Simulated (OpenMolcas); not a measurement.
# BN (boron nitride): the energy, rung by rung

BN: 2 atoms, total charge 0, spin state triplet. SMILES: `B#N`. The shape is that of a PBE0-D4/def2-TZVP optimisation.

```xyz
2

B     0.0000    0.0000   -0.0235
N     0.0000    0.0000    1.2919
```

Each level gives the energy change with the B1–N2 bond stretched from 1.315 to 1.585 Å (eV). The values are calculated.

| level | kind | program | value (eV) | less FCI/STO-3G | CPU time (all runs) |
| --- | --- | --- | --- | --- | --- |
| ROHF/STO-3G | Hartree–Fock | OpenMolcas | 1.90 | +1.05 | 5.2 s |
| USVWN5/STO-3G | LDA | OpenMolcas | 1.01 | +0.16 | 8.4 s |
| UPBE0/STO-3G | global hybrid | OpenMolcas | 1.19 | +0.34 | 9.1 s |
| CASPT2(4,4)/STO-3G | multireference | OpenMolcas | 1.29 | +0.44 | 3.2 s |
| MRCI(4,4)/STO-3G | multireference | OpenMolcas | 1.55 | +0.70 | 3.6 s |
| SC-NEVPT2(4,4)/STO-3G | multireference | OpenMolcas | 1.39 | +0.54 | 3.2 s |
| ROCCSD(T)/STO-3G | coupled cluster or CI | OpenMolcas | 0.87 | +0.02 | 5.5 s |
| FCI/STO-3G | exact in the basis | OpenMolcas | 0.85 | 0.00 | 3.7 s |

FCI/STO-3G is exact within its basis and frozen core, so for wave-function methods in that basis the difference is their error; functionals converge differently with the basis, so for them it is only a difference. The first shape isn't each level's own minimum. The values span 0.85 to 1.90 eV. All rows use very small basis sets, so even the best lies far from the true value. Times are those of the runs behind each value, whatever else they computed, on shared processors of several kinds: orders of magnitude only.

Stretching triplet BN costs far too much energy at the ROHF level, 1.90 eV against 0.85 eV for FCI. As the bond lengthens, the overlap between the boron and nitrogen orbitals falls, bonding and antibonding levels draw together, and the correlation energy grows. A single determinant misses this gain. ROCCSD(T) recovers nearly all of it, with an error of only +0.02 eV, which suggests that one configuration still dominates the triplet over this modest stretch.

The multireference rows break the expected order. MRCI should lie close to FCI in so small an orbital space, yet it errs by +0.70 eV, more than either perturbative treatment. That is too much for missing higher excitations alone and probably reflects a (4,4) reference whose active orbitals or electronic state change between the two geometries. The smaller CASPT2 error is therefore no evidence that perturbation theory describes this bond better than MRCI. Nor does the success of ROCCSD(T) carry over to the singlet, whose near-degenerate configurations make it a much harder case.
